# The top line of AlN that isn't the polar one

Row 12, the highest mode in the table at 710.5 cm⁻¹, looks like the longitudinal optical (LO) mode that should top the spectrum of a polar crystal. It isn't: its infrared strength in the same calculation is zero. The true LO modes lie higher still and appear only when the electric field of the vibration is included. Yet rows 6 and 12 together share the stiffness of an LO mode, while the pair in rows 4 and 5 is soft because layers can slide almost without stretching bonds.

Harmonic phonon frequencies of AlN (P6_3mc, relaxed 4-atom cell), calculated with ABINIT 10.8.3 using PBE, PseudoDojo NC SR PBE v0.4.1 standard pseudopotentials, a plane-wave cutoff of 1142.88 eV and an 8×8×4 k mesh shifted by (0, 0, 0.5). Phonon q row 1 is q = (0, 0, 0); the acoustic sum rule is imposed and LO–TO splitting is not included.

| row | phonon q row (row) | phonon frequency (cm⁻¹) |
| --- | --- | --- |
| 1 | 1 | 0.0 |
| 2 | 1 | 0.0 |
| 3 | 1 | 0.0 |
| 4 | 1 | 237.9 |
| 5 | 1 | 237.9 |
| 6 | 1 | 536.7 |
| 7 | 1 | 601.3 |
| 8 | 1 | 643.7 |
| 9 | 1 | 643.7 |
| 10 | 1 | 655.5 |
| 11 | 1 | 655.5 |
| 12 | 1 | 710.5 |

## What the twelve modes are

Four atoms with three directions each give twelve modes. Three of them shift the whole crystal and cost no energy; their exact zeros are imposed, so they are no sign of good convergence. The threefold axis makes the two directions in the hexagonal plane equivalent, so sideways motions come in pairs, while motions along the axis, called c, come singly.

The cell holds two Al and two N atoms, and this gives a second division. Either both Al atoms move in step, and both N atoms too, or the two atoms of each kind move in opposite directions. In step, Al moves against N and the cell gains an oscillating dipole: these are the infrared-active modes, A1 in row 7 and E1 in rows 10 and 11. Out of step, the dipoles of the two halves cancel, which leaves the E2 pairs (rows 4–5 and 8–9) and the silent B1 modes (rows 6 and 12).

## Why one pair is so soft

Picture the crystal as puckered double layers stacked along c. Each atom has three bonds inside its double layer and one bond along c to the next. If neighbouring double layers slide sideways in opposite directions as rigid sheets, the bonds along c tilt but, for small motions, keep their length. Tilting a bond is much easier than stretching it, and symmetry lets the low E2 pair come close to this sliding.

Out-of-step motion along c has no such easy path. If the double layers stay rigid, the bonds between them stretch. If instead the atoms joined along c move together, the slanting bonds inside the double layers are strained. Even the lower B1 mode must therefore change bond lengths, which is why row 6 lies with the stiff modes.

The masses can't account for this gap. The effective mass of a mode lies between that of N and that of Al, so mass alone could change a frequency by a factor of at most 1.39. Row 6 is 2.26 times as high as row 4. Its effective stiffness must be at least 2.6 times as large. The numbers thus require a difference in stiffness; that it is one between stretching and tilting is argued from the geometry of the bonds.

## What the B1 modes share with a longitudinal one

Hold all atoms still except one, and ask how strongly it is pulled back. If Al feels only N and N feels only Al, this pull is the same whether the second atom of its kind moves in step or out of step. For coupled oscillators, the squared frequencies add up to the sum of these pulls, each divided by the atom's mass. For a given direction of motion, both patterns must then have the same sum.

In step, one of the two modes is the rigid shift, with zero frequency. The whole sum therefore belongs to the polar mode:

$$\omega_{\rm low}^2+\omega_{\rm high}^2=\omega_{\rm polar}^2$$

Here $\omega_{\rm low}$ and $\omega_{\rm high}$ are the two out-of-step frequencies and $\omega_{\rm polar}$ is the in-step one, all for the same direction of motion. The rule has no adjustable constant.

It remains to choose the right polar frequency, because each polar mode has two. The table holds the transverse optical (TO) values, for which the crystal's average electric field is zero. In the LO mode the moving charges build up a field that pulls them back. For motion along c this raises A1 from 601 by 262 to 864 cm⁻¹.

Two limiting motions settle the choice. When a charged atomic plane slides sideways within itself, it creates no average field along the stack, so the TO value is the right partner. When planes move along c, the force between two uniformly charged planes doesn't depend on their distance, so a small shift of one leaves the average pull on the others unchanged. That is the LO situation. Forcing the average field to zero, as in A1(TO), adds a coupling between like atoms however far apart they are, and the rule loses its basis.

For the two B1 modes, the estimate reads

$$\sqrt{536.7^2+710.5^2}\approx 890\ \mathrm{cm^{-1}}$$

This is 3% above A1(LO) but 48% above A1(TO). In the plane, the two E2 frequencies give 686 cm⁻¹, which is 5% above E1(TO). The output below gives the comparisons for both directions.

So rows 6 and 12 carry no net dipole, yet together they share the stiffness of a longitudinal vibration. The table's A1 frequency is the one that has been lowered, by the condition of zero field. The excess that remains in both directions comes from forces between like atoms in neighbouring double layers, which the rule leaves out.

The frequencies also show how each sum is shared. Sideways, the easy sliding takes only 12% of it and leaves the rest to the high E2 pair, which therefore stays fairly close to E1(TO). The rule alone would put it about 45 cm⁻¹ below; the forces between like atoms narrow the distance to 12 cm⁻¹. Along c, where neither B1 mode can avoid changing bond lengths, the lower one takes 36%.

## What to do with the list

Don't assume that the highest row of a zone-centre list is an LO mode. Check its infrared strength first, then use frequencies that include the field of the vibration. In Raman backscattering along c from a c-oriented film, the selection rules allow the E2 pairs and A1(LO). The A1 line to look for is thus the one calculated at 864 cm⁻¹, not row 7, and the B1 modes should be absent.

Match measured lines by symmetry and order before comparing positions. The density functional used here, PBE, tends to make bonds slightly soft, so measured lines may well lie a few per cent higher. That shift can exceed the distance between the high E2 pair and E1(TO), so polarisation is a safer guide to these two than position.

Numerical output:

```
number of modes at zero: 3
number of exact pairs among the nonzero modes: 3
gap from the soft pair to row 6, 1/cm: 298.8
spread of the seven stiff modes, 1/cm: 173.8
frequency ratio of row 6 to row 4: 2.256
largest frequency ratio that masses 27 and 14 alone allow: 1.389
least stiffness ratio of row 6 to row 4 after the mass bound: 2.639
in-plane out-of-step root sum of squares, 1/cm: 686.3
its excess over E1(TO), percent: 4.692
its excess over E1(LO), percent: -22.54
along-c out-of-step root sum of squares, 1/cm: 890.4
its excess over A1(TO), percent: 48.08
its excess over A1(LO), percent: 3.094
share of the low E2 mode in its sum of squares, percent: 12.02
share of the low B1 mode in its sum of squares, percent: 36.33
rise of A1 from TO to LO, 1/cm: 262.4
rise of E1 from TO to LO, 1/cm: 230.4
A1(LO) above the highest listed mode, 1/cm: 153.2
E1(LO) above the highest listed mode, 1/cm: 175.4
E1(TO) above A1(TO), 1/cm: 54.2
E1(TO) above the high E2 pair, 1/cm: 11.8
```
